Six rows of band levels for B2AsN have lost their names, and the page asks how many of the names can be recovered from the energies alone. Each row belongs to one k point. A k point states by what phase an electron wave changes from one cell of the crystal to the next. The four levels are v1, the highest filled band; v2, the filled band below it; c1, the lowest empty band; and c2, the one above it. They are given once in PBE, the cheaper level of theory, and once in HSE06, the costlier one.

Band levels of B2AsN (ordered zincblende-type alloy, space group I-42d) at named k points, from Ansatz 0.2.0 with plane-wave PAW, a 420 eV cutoff and no spin polarisation, on the cell relaxed with r2SCAN. The cheaper level is PBE (8×8×8 k mesh), the costlier HSE06 (6×6×6). Energies are from each level's own valence top; v1 is the highest filled band, c1 the lowest empty one. Candidates: S, G, X, Gamma, S_0, P.

```
row  band v2, cheaper level (eV)  band v1, cheaper level (eV)  band c1, cheaper level (eV)  band c2, cheaper level (eV)  band v2, costlier level (eV)  band v1, costlier level (eV)  band c1, costlier level (eV)  band c2, costlier level (eV)
  A                       -1.024                       -1.024                        4.172                        4.172                        -1.083                        -1.083                         5.205                         5.205
  B                       -1.202                       -0.532                        2.839                        4.687                        -1.298                        -0.555                         3.758                         5.714
  C                       -0.831                       -0.831                        4.250                        4.250                        -0.875                        -0.875                         5.300                         5.300
  D                       -0.396                       -0.396                        3.873                        3.873                        -0.406                        -0.406                         4.884                         4.884
  E                       -1.202                       -0.532                        2.839                        4.687                        -1.298                        -0.555                         3.758                         5.714
  F                       -0.061                       -0.056                        2.075                        3.077                        -0.088                        -0.063                         2.972                         3.978
```

Two further rows are known by name and serve as reference. In PBE, point R has v1 and v2 both at -0.831 eV and c1 and c2 both at 4.250 eV. Point M has v1 at -1.182 eV and c1 at 2.558 eV, each again shared by two bands.

Heights are a tempting place to start, but equalities are safer. An equality can be forced by the symmetry of the crystal, whatever the strength of the potential that the electrons feel. To use this, the positions of the points are needed. Along the three axes of the conventional cell, in units of 2π/a, 2π/a and 2π/c, they are:

Gamma = (0, 0, 0)
X = (½, ½, 0)
P = (½, ½, ½)
M = (0, 0, 1)
R = (0.63, 0.37, 0)
G = (0.37, 0.37, 1)
S_0 = (0.63, 0, 0)
S = (0.37, 0, 1)

Start with R. Taking (1, 0, 1) away from a k point changes nothing, because every translation of this lattice then gains a phase factor of exactly one. R thus becomes (-0.37, 0.37, -1). The crystal also has a symmetry operation that turns it by a quarter turn about c and inverts it, and this carries the new point onto G. R and G must therefore have the same energies, and row C repeats those of R in every column given for R. C is G, and this is sure.

The same shift takes S_0 to (-0.37, 0, -1), which is S with its sign reversed. Reversing k reverses the direction in which the wave travels, and without magnetism that leaves the energy as it was. S and S_0 must therefore be twins, and the only twins among the lettered rows are B and E. The pair is sure, but the order within it is not, and no calculation of band energies could ever supply it.

Rows A, D and F remain, for Gamma, X and P. In A and D both the filled and the empty levels come in equal pairs. In F they do not: c1 and c2 lie 1.0 eV apart in PBE. Such pairs can be traced to two symmetry operations of the crystal. One is a half turn about c. The other is a glide, which reflects the crystal in a diagonal plane and then slides it. With x and y in units of a, and z in units of c, they act as

half turn: (x, y, z) → (-x, -y, z)
glide: (x, y, z) → (y + ½, x, z + ¾)

Now carry out both, in either order:

glide, then half turn: (-y - ½, -x, z + ¾)
half turn, then glide: (-y + ½, -x, z + ¾)

The two results differ by one whole step a along x. At X and at P such a step multiplies the wave by -1, because the first coordinate of k is ½. Both operations also carry X and P into themselves or into an equivalent point, so the states they produce belong to the same k point. Take a state there that the half turn leaves unchanged. The glide turns it into a state of the same energy whose sign the half turn reverses. These are two different states. The same argument works for a state whose sign the half turn reverses at the start, so every level at X and at P must be at least double. At Gamma every lattice step multiplies the wave by +1, and single levels are allowed. The pairs at M and R have other causes in the symmetry, which are not needed here.

F is therefore Gamma, and this too is sure. F also has the lowest c1 and the highest v1 of all the rows. That is common at Gamma but no rule, and the proof does not need it. What the proof does need is the symmetry: this crystal is a hypothetical ordered alloy, and a distortion that removed the glide could split the pairs. The proof is also limited to calculations without spin-orbit coupling, as here; with that coupling the counting would have to be redone.

A and D are left for X and P, and here symmetry has no more to give, because it demands pairs at both. The heights have to be tried after all. Adding (1, 0, -1) to M gives the equivalent point (1, 0, 0), and R lies on the straight line from X to that point, about 26 % of the way along. The simplest band on such a line is a single cosine, level at both ends. With s for the fraction of the way from X to M, it reads

E(s) = E(M) + [E(X) - E(M)] × w, with w = [1 + cos(πs)] / 2

At R the weight w is 0.84. The known v1 values of M and R then predict v1 at X, with no use made of rows A and D:

E(X) = -1.182 + (-0.831 + 1.182) / 0.84 ≈ -0.76 eV

Row A has v1 at -1.024 eV and row D at -0.396 eV. The estimate falls between them, somewhat nearer to A. The same recipe for c1 gives about 4.57 eV, which is above both rows and again nearer to A. Yet v1 rises from M to R, and if it went on rising towards X, as the cosine itself does, the choice would be D, because A lies below R. For c1 a continued rise fits neither row, since both lie below R. Nearness and direction disagree, so A and D stay ambiguous.

HSE06 does not break the tie. It mixes in screened exact exchange, which widens the gap that PBE makes too small. Measured from each method's own valence top, c1 rises by 0.90 to 1.05 eV in every row. This is close to a common shift, and it leaves A and D in the same order in both bands. The pairs and the twins survive as well, since they belong to the crystal and not to the functional.

The names can now be put back.

The rows with their labels:

```
point name  band v2, cheaper level (eV)  band v1, cheaper level (eV)  band c1, cheaper level (eV)  band c2, cheaper level (eV)  band v2, costlier level (eV)  band v1, costlier level (eV)  band c1, costlier level (eV)  band c2, costlier level (eV)
     Gamma                       -0.061                       -0.056                        2.075                        3.077                        -0.088                        -0.063                         2.972                         3.978
         X                       -0.396                       -0.396                        3.873                        3.873                        -0.406                        -0.406                         4.884                         4.884
         P                       -1.024                       -1.024                        4.172                        4.172                        -1.083                        -1.083                         5.205                         5.205
         N                       -2.081                       -0.290                        3.930                        5.275                        -2.231                        -0.277                         4.938                         6.290
         M                       -1.182                       -1.182                        2.558                        2.558                        -1.260                        -1.260                         3.474                         3.474
         S                       -1.202                       -0.532                        2.839                        4.687                        -1.298                        -0.555                         3.758                         5.714
       S_0                       -1.202                       -0.532                        2.839                        4.687                        -1.298                        -0.555                         3.758                         5.714
         R                       -0.831                       -0.831                        4.250                        4.250                        -0.875                        -0.875                         5.300                         5.300
         G                       -0.831                       -0.831                        4.250                        4.250                        -0.875                        -0.875                         5.300                         5.300
```

The assignments called sure are right: C is G, F is Gamma, and B and E are S_0 and S. In the open case A is P and D is X, so a reader who had picked the row nearest to the cosine estimate would have swapped them. Its misses at X are 0.37 eV for v1 and 0.70 eV for c1. The first is more than half the distance between the two rows that it was meant to tell apart, and the second is more than twice the distance between the same two rows in c1.

For c1 the table shows why the cosine had to fail. From X to R the level rises from 3.873 to 4.250 eV, and by M it has fallen to 2.558 eV. A single cosine can only rise or only fall between its two ends, so no choice of its height could follow this path. One possible reason is that two bands approach each other on the way and exchange character, so that the lowest empty states at M are of another kind than those at X. They would not simply cross, since on this line every pair of levels has the same symmetry. The exchange is a guess, since energies at three points on a line do not show what the states are made of.

The Gamma row holds one more trap. Its v1 is not zero but -0.056 eV in PBE, because the valence top lies slightly away from Gamma. The spacing of v1 and v2 there is only 0.005 eV. The top bands are expected to hold a good share of arsenic p states, and spin-orbit coupling, which is left out, should split such bands by far more than that. The order of the top bands, and the exact place of the valence top, are therefore not settled by this calculation.

The method carries over to other crystals with the same symmetry: look first for rows that must be equal, then for levels that must be paired, and use heights only for what is left. The output below lists the splittings, the differences between rows and the cosine estimate. What the table leaves open is how c1 travels between X and M. A few more k points on that line, with the orbital character of each state recorded, would show whether two bands exchange character there.

Output of the analysis:

```
Splittings, shifts and summed differences over eight levels (eV):
    row  v1-v2 PBE  c2-c1 PBE  v1-v2 HSE06  c2-c1 HSE06  c1 shift  v1 shift  from R  from S
  Gamma      0.005      1.002        0.025        1.006     0.897    -0.007   10.14   8.215
      X          0          0            0            0     1.011     -0.01   3.394   5.787
      P          0          0            0            0     1.033    -0.059   1.148   5.217
      N      1.791      1.345        1.954        1.352     1.008     0.013   6.442   5.767
      M          0          0            0            0     0.916    -0.078   8.508   6.347
      S       0.67      1.848        0.743        1.956     0.919    -0.023   5.217       0
    S_0       0.67      1.848        0.743        1.956     0.919    -0.023   5.217       0
      R          0          0            0            0      1.05    -0.044       0   5.217
      G          0          0            0            0      1.05    -0.044       0   5.217
Rows with both pairs degenerate in PBE (count): 5
PBE c1 at M above c1 at Gamma (eV): 0.483
PBE vertical gap at Gamma (eV): 2.131
HSE06 vertical gap at Gamma (eV): 3.035
PBE v1 at X above v1 at P (eV): 0.628
PBE c1 at P above c1 at X (eV): 0.299
Smallest upward shift of c1 from PBE to HSE06 (eV): 0.897
Largest upward shift of c1 from PBE to HSE06 (eV): 1.05
Position of R on the line from X (0) to M (1): 0.2608
Cosine estimate of PBE v1 at X (eV): -0.7648
Cosine estimate of PBE c1 at X (eV): 4.569
Estimate less true X row, v1 (eV): -0.3688
Estimate less P row, v1 (eV): 0.2592
Estimate less true X row, c1 (eV): 0.6961
Estimate less P row, c1 (eV): 0.3971
```
